The row at 4.45 eV looks wrong. Over the preceding 4 eV the density of states has faded to its lowest value in the table, and here it more than triples in one step. The Ni 3d part rises fourfold with it, although the main block of Ni 3d states ends near the Fermi level, far below. The row makes sense once it is clear why there is any 3d weight so high up.

Density of states of AlNi3 (D0_3 type, cubic a = 5.672 Å, 4 atoms per cell), calculated with Ansatz 0.2.0 using LDA, scalar-relativistic plane-wave PAW, no spin polarisation, a 420 eV cutoff and a 14×14×14 k mesh. Energies are counted from the Fermi level. Densities are averages over 0.2 eV bins, by tetrahedra on a 21×21×21 k mesh; orbital parts (Löwdin) are summed over sites.

```
energy (eV)  density of states total (states/eV/cell)  DOS Ni 3d (states/eV/cell)  DOS Al 3p (states/eV/cell)  DOS Ni 4s (states/eV/cell)  DOS Al 3s (states/eV/cell)
      -7.95                                      0.48                        0.01                      0.0900                        0.23                        0.14
      -7.55                                      0.56                        0.02                      0.1100                        0.25                        0.17
      -7.15                                      0.67                        0.04                      0.1200                        0.26                        0.23
      -6.75                                      0.82                        0.08                      0.1200                        0.26                        0.34
      -6.35                                      0.76                        0.13                      0.0900                        0.17                        0.36
      -5.95                                      0.73                        0.16                      0.1300                        0.13                        0.29
      -5.55                                      0.64                        0.11                      0.2600                        0.20                        0.06
      -5.15                                      1.81                        0.52                      0.6200                        0.42                        0.22
      -4.75                                      1.24                        0.53                      0.3100                        0.18                         0.2
      -4.35                                      1.59                        0.76                      0.4100                        0.27                        0.13
      -3.95                                      2.29                        1.29                      0.4500                        0.45                        0.07
      -3.55                                      4.15                        2.94                      0.6200                        0.51                        0.02
      -3.15                                      4.62                        3.78                      0.4900                        0.26                           0
      -2.75                                      5.53                        4.93                      0.3600                        0.12                           0
      -2.35                                      9.64                        8.93                      0.3300                        0.06                        0.02
      -1.95                                      6.90                         5.8                      0.7300                        0.04                        0.08
      -1.55                                      7.69                           7                      0.2500                        0.13                         0.1
      -1.15                                      4.79                        4.58                      0.1100                        0.02                        0.01
      -0.75                                      7.15                        6.99                      0.0500                        0.03                        0.04
      -0.35                                     11.54                       11.16                      0.1600                        0.08                        0.07
       0.05                                      2.66                         2.1                      0.3200                        0.15                        0.03
       0.45                                      1.98                         1.3                      0.3800                        0.17                        0.06
       0.85                                      1.61                        0.88                      0.3900                        0.17                        0.07
       1.25                                      1.37                        0.64                      0.3800                        0.15                        0.07
       1.65                                      1.19                        0.48                      0.3600                        0.13                        0.07
       2.05                                      1.03                        0.36                      0.3400                        0.11                        0.06
       2.45                                      0.90                        0.27                      0.3100                        0.10                        0.05
       2.85                                      0.76                         0.2                      0.2700                        0.07                        0.04
       3.25                                      0.63                        0.14                      0.2200                        0.05                        0.04
       3.65                                      0.50                         0.1                      0.1800                        0.04                        0.03
       4.05                                      0.40                        0.06                      0.1300                        0.04                        0.03
       4.45                                      1.35                        0.25                      0.1300                        0.63                        0.18
       4.85                                      2.24                        0.34                      0.2600                        0.78                        0.34
       5.25                                      1.70                        0.21                      0.2000                        0.53                        0.23
       5.65                                      1.53                        0.16                      0.2400                        0.42                        0.19
```

The total counts the states available to electrons in each interval of energy. The orbital columns say how much of that total resembles a given atomic orbital. A single state can be partly Ni 3d and partly Al 3p, and then it adds to both columns. A value in the Ni 3d column therefore need not mean that a separate 3d band lies at that energy.

The main contrast is between compact and spread-out orbitals. Ni 3d orbitals sit close to their atoms and overlap little, so their levels stay within a few eV of each other. The cell also has fifteen of them, five on each Ni atom, and the density of states is high. Al 3s, Al 3p and Ni 4s orbitals reach far into their neighbours. Their levels spread over a wide range, and the density of states they provide is low throughout.

The Fermi level lies just past the upper edge of the crowded 3d block. From the row at -0.35 eV to the one at 0.05 eV the total falls by a factor of 4.3. The whole loss is in Ni 3d, while Al 3p and Ni 4s together nearly double, though from a small value. The electron count explains the position: three Ni atoms bring ten outer electrons each and Al brings three, enough to fill the 3d block and part of the wide sp bands, which begin beneath it and run on above.

Above the edge the 3d weight does not stop; it thins out steadily up to 4.05 eV. The hydrogen fluoride molecule shows why in a simpler setting. Its bonding orbital is mostly fluorine, but the empty antibonding orbital above still contains some fluorine, because mixing two orbitals always leaves a share of each in both results. In AlNi3, Ni 3d plays the part of fluorine and the wide sp states that of hydrogen. The comparison ends where the molecule has just two such levels, whereas the crystal has a continuous range of them.

That range lets the share of 3d be followed as the energy moves away from the 3d level. Let a state of energy E contain an amount c_d of a 3d orbital at energy E_d and an amount c_p of an Al 3p orbital, with a coupling V between the two. The part of the Schrödinger equation that belongs to the 3d orbital reads

E_d c_d + V c_p = E c_d

Moving the first term to the right and squaring gives the ratio of the two weights:

(Ni 3d) / (Al 3p) = V² / (E − E_d)²

Twice the distance from the 3d level thus leaves a quarter of the ratio. In a related alloy with the same coupling but a deeper 3d level, the states at a given energy would carry less 3d.

For E_d the model takes the centre of all the Ni 3d weight in the table, -1.48 eV. The one adjustable number, V² = 13.6 eV², was fitted to the eleven rows from 0.05 to 4.05 eV. The row at 2.05 eV, which is among them, works out as

E − E_d = 2.05 + 1.48 = 3.53 eV
V² / (E − E_d)² = 13.6 / 12.5 = 1.09

The table has 0.36 / 0.34 = 1.06.

Over the fitted rows the tabulated ratio stays within 14 % of the model, while the ratio itself shrinks about fourteenfold. If the power of the distance is left free, it comes out near 2, or 2.2 when the centre is taken from the occupied rows alone; the output below has both. Measured against Ni 4s instead of Al 3p, however, the power is only 1.4. The falling 3d share thus supports the mixing picture, but the exact square is a fit, and Al 3p need not be the only partner. Ni 4p, for one, has no column here, and about a third of the total at 4.05 eV belongs to none of the listed orbitals. V² also stands for many orbitals at once and should not be read as the strength of one bond.

Mixing works downwards as well. Below the 3d block theory expects the bonding partners of these states, and the rows there do combine Al 3p with Ni 3d. The formula, carried unchanged to the rows below -3.4 eV, gives their ratio only to within a factor of three. A single coupling is too simple for that region, because the lowest states are largely s-like and the coupling changes with the wavelength of the electron.

The tail changes the meaning of a common number, the count of 3d holes. Assigning the electrons to orbitals leaves about one empty 3d place per Ni atom, 3.1 in the cell. That looks like an unfilled 3d band, yet the crowded block lies below the Fermi level. Summing the empty Ni 3d weight over the rows, each taken to represent its surroundings, gives about 2.3 places up to the end of the tail. Most of the holes are therefore 3d shares in the mixed bands above the block. These shares are not all small: up to the row at 0.85 eV Ni 3d still makes up more than half of the total, and only farther up does it become the lesser part.

Inside the 3d block the simple formula fails, because the Ni orbitals also couple to each other and spread into a band of their own. Such coupling can give a bonding and an antibonding group, which might account for the two high rows at -2.35 and -0.35 eV with lower ones between them. The cell also has two kinds of Ni site, one with only Ni as nearest neighbours and one with both Al and Ni; the table sums them, so their separate parts in these peaks cannot be seen. The row at -1.95 eV stands out in another way: its Al 3p value is more than twice that of either neighbour. A flat band of mixed Al 3p and Ni 3d character could cause this, but that is a guess, which a plot of the bands coloured by orbital would test.

The dip at -5.55 eV has a different origin. There Al 3s drops to a fifth of its value in the row before, while Al 3p doubles and then rises further. In a crystal, waves twice as long as the spacing between repeated planes of atoms split into two kinds, one piled up on the Al atoms like an s orbital and one with a node there like a p orbital. The dip fits the changeover between them, and the near tripling of the total in the next row would then mark the start of further bands, in which Al 3p already mixes with Ni 3d. The density in that row stays well above zero, presumably because bands running in other directions still supply states.

This brings back the odd row at 4.45 eV. About 62 % of the rise in the total is Ni 4s, which had been almost absent one row earlier. The sudden onset points to the bottom of another band, and a count of states supports this. The total, summed over the rows of the tail, gives about 4.8 empty places. With the 33 outer electrons that makes nearly 38, which is what nineteen bands hold, and the cell has just nineteen Ni 3d, Al 3s and Al 3p orbitals. The match is one of number, not of make-up, since Ni 4s also has a share in these bands. The total fades towards 4 eV as this group of bands runs out. The next band starts with much Ni 4s, and its states mix with 3d in their turn. The ratio of Ni 3d to Al 3p is five times what the formula predicts for this row, which was left out of the fit. Al 3p is no longer the main companion, so it is the wrong yardstick.

In practice, read the Ni 3d column together with the columns beside it. A 3d weight that declines smoothly where sp weight persists suggests admixture, and a sudden rise calls for a look at which other orbital rises with it. Do not turn the count of 3d holes into a magnetic moment or into charge handed to aluminium. For the charge in particular, the result depends on how space is divided: one scheme applied to this calculation makes Al clearly positive, while the orbital count gives it more electrons than the free atom has.

Any property that depends on the states at the Fermi level needs extra care here, because the steep edge lies within a few tenths of an eV. A small shift of the Fermi level downwards would raise the density of states sharply. The table lists only every second bin, so the exact place of the edge is not shown. Use finer energy steps before relying on such a property. Allow spin polarisation too, since it was switched off here and a magnetic state may lie lower.

For the Ni3Al of real alloys, carry over the mechanism and not the positions of the peaks. That compound orders in a different structure, based on face-centred cubic packing. The cell here kept the geometry of another calculation, and LDA by itself would shrink it, as a tension of about 14 GPa shows. Since LDA commonly makes such metals too small, the tension does not mean that the cell is larger than the real one. LDA also has a known fault in the levels: in elemental nickel it makes the 3d band too wide compared with photoemission. The LDA run also used PAW datasets made for another functional, PBE, which adds a small uncertainty of its own.

Printed output of the fit:

```
Total DOS at -0.35 eV over that at 0.05 eV: 4.338
Change of Ni 3d from -0.35 to 0.05 eV (states/eV/cell): -9.06
Change of Al 3p plus Ni 4s over the same step (states/eV/cell): 0.23
Ni 3d share of the total at -0.35 eV (%): 96.71
Ni 3d share of the total at 0.05 eV (%): 78.95
Centre of Ni 3d over all listed rows (eV): -1.482
Centre of Ni 3d over the listed rows below the Fermi level (eV): -1.849
Fitted strength V squared (eV^2): 13.58
Power of the 3d to Al 3p ratio against distance from the full centre: -1.965
Same power with the centre of the occupied rows: -2.211
Power of the 3d to Ni 4s ratio against distance from the full centre: -1.398
Ratio 3d to Al 3p at 0.05 eV in the table: 6.562
Ratio 3d to Al 3p at 0.05 eV in the model: 5.784
Ratio 3d to Al 3p at 4.05 eV in the table: 0.4615
Ratio 3d to Al 3p at 4.05 eV in the model: 0.4437
Lowest table over model from 0.05 to 4.05 eV: 0.9038
Highest table over model from 0.05 to 4.05 eV: 1.135
Lowest table over model below -3.4 eV (not fitted): 0.3423
Highest table over model below -3.4 eV (not fitted): 2.521
Table over model at 4.45 eV (not fitted): 4.984
Empty 3d states by the orbital count (per cell of three Ni): 3.131
Empty 3d states summed from the listed rows up to 5.85 eV (per cell): 2.681
Part of these below 4.25 eV (per cell): 2.297
Ni 4s part of the rise from 4.05 to 4.45 eV (%): 62.11
```
